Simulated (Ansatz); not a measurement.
A series in volume per atom on MgS

Periodic Kohn-Sham DFT of a crystal at fixed atoms; Kohn-Sham levels at symmetry points; band -1 is the highest filled and +1 the lowest empty one at that point, spin up along a +z start moment. The results are calculated, by Ansatz 0.2.0.

Cell of the first row (space group Fm-3m, No. 225):
```
cell vectors (Å)
   0.0000     2.5485     2.5485
   2.5485     0.0000     2.5485
   2.5485     2.5485     0.0000
atoms (fractions of the cell vectors)
Mg  0.00000  0.00000  0.00000
S   0.50000  0.50000  0.50000
```

Settings of every row: method all-electron LAPW; functional LDA; relativity scalar; k mesh 8x8x8; filling fermi-dirac; smearing width 0.01 eV; basis error target 0.25 meV/atom; nucleus gaussian.

Atom start moment: 0 on all atoms.

Limits: semilocal functionals tend to give too small a gap.

| row | volume per atom (Å³) | smallest direct gap on path (eV) | band gap (eV) |
| --- | --- | --- | --- |
| 1 | 16.553 | 3.985 | 2.688 |
| 2 | 16.905 | 3.809 | 2.646 |
| 3 | 17.257 | 3.642 | 2.604 |
| 4 | 17.433 | 3.561 | 2.583 |
| 5 | 17.609 | 3.483 | 2.562 |
| 6 | 17.786 | 3.406 | 2.541 |
| 7 | 17.962 | ? | ? |
| 8 | 18.314 | 3.185 | 2.48 |
| 9 | 18.666 | 3.047 | 2.439 |

Question: what smallest direct gap on path and band gap should row 7 give?

Worked fit of smallest direct gap on path. Take t = volume per atom − 18, in Å³. The shown rows have t = -1.447, -1.095, -0.743, -0.567, -0.391, -0.214, 0.314, 0.666. Least squares give smallest direct gap on path = 3.3138 − 0.42005 × t + 0.02997 × t² eV; a straight line predicts inner rows, each left out in turn, worse (root mean square 0.011 against 0.00078 eV). The rows lie off it by 0.001, -0.001, 0.000, -0.001, 0.000, 0.001, 0.000, 0.000. The withheld row has t = -0.038, so the fit gives 3.3138 − 0.42005 × (-0.038) + 0.02997 × (-0.038)² = 3.330 eV.

The calculation gave 3.331 eV. The fit lies 0.001 eV (0.11 % of the column's range) below it, one unit of the last digit.

Worked fit of band gap. Take t = volume per atom − 18, in Å³. The shown rows have t = -1.447, -1.095, -0.743, -0.567, -0.391, -0.214, 0.314, 0.666. Least squares give band gap = 2.5163 − 0.11682 × t + 0.00136 × t² eV; a straight line predicts inner rows, each left out in turn, worse (root mean square 0.00065 against 0.00029 eV). All shown rows lie on it to the printed digit. The withheld row has t = -0.038, so the fit gives 2.5163 − 0.11682 × (-0.038) + 0.00136 × (-0.038)² = 2.521 eV.

The calculation gave 2.521 eV. The fit meets it to the printed digit.
